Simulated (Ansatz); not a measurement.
# KMgF₃: energy above lowest point as volume scale varies

Results calculated with Ansatz 0.2.0, not measured. Free energy against uniform scaling of the volume at fixed shape and fractions; periodic cell, basis, potentials, k mesh and filling as listed.

The cell before it is scaled or strained (space group Pm-3m, No. 221):
```
CELL_PARAMETERS angstrom
3.98590 0.00000 0.00000
0.00000 3.98590 0.00000
0.00000 0.00000 3.98590
ATOMIC_POSITIONS crystal
K 0.50000 0.50000 0.50000
Mg 0.00000 0.00000 0.00000
F 0.50000 0.00000 0.00000
F 0.00000 0.50000 0.00000
F 0.00000 0.00000 0.50000
```

Settings of every row: functional r2SCAN; dispersion none; potentials PAW; wave cutoff 500 eV; density cutoff 2000 eV; k mesh 4x4x4; k shift 0x0x0; occupations fixed; smearing width 0 eV; spin none; SCF threshold exponent -7.

| row | volume scale | V (Å³/atom) | energy above lowest point (meV/atom) |
| --- | --- | --- | --- |
| 1 | 0.94 | 11.905 | 10.8 |
| 2 | 0.96 | 12.159 | 4.3 |
| 3 | 0.98 | 12.412 | 0.8 |
| 4 | 1 | 12.665 | 0 |
| 5 | 1.02 | 12.918 | 1.6 |
| 6 | 1.04 | 13.172 | ? |
| 7 | 1.06 | 13.425 | 11.2 |

Question: what energy above lowest point should row 6 give?

Worked fit of energy above lowest point. Take u = (V_r/V)^(2/3) − 1 with V_r = 12.538 Å³ an atom, which is twice the finite (Eulerian) strain; such expansions in the strain, on which the Birch-Murnaghan equation of state is built, carry the rest volume and the bulk modulus. The shown rows have u = 0.03514, 0.02067, 0.00676, -0.0067, -0.01971, -0.04455. Least squares give energy above lowest point = 0.08 + 60.4 × u + 6957 × u² meV/atom; a straight line predicts inner rows, each left out in turn, worse (root mean square 4.4 against 0.01 meV/atom). All shown rows lie on it to the printed digit. Its lowest point lies at u = -0.0043, or V = 12.62 Å³ an atom, and the curvature there gives the bulk modulus at fixed shape and fractions, B = (4/9)(1 + u)² E″(u)/V = 77.8 GPa. The withheld row has u = -0.03235, so the fit gives 0.08 + 60.4 × (-0.03235) + 6957 × (-0.03235)² = 5.4 meV/atom.

The calculation gave 5.4 meV/atom. The fit meets it to the printed digit.
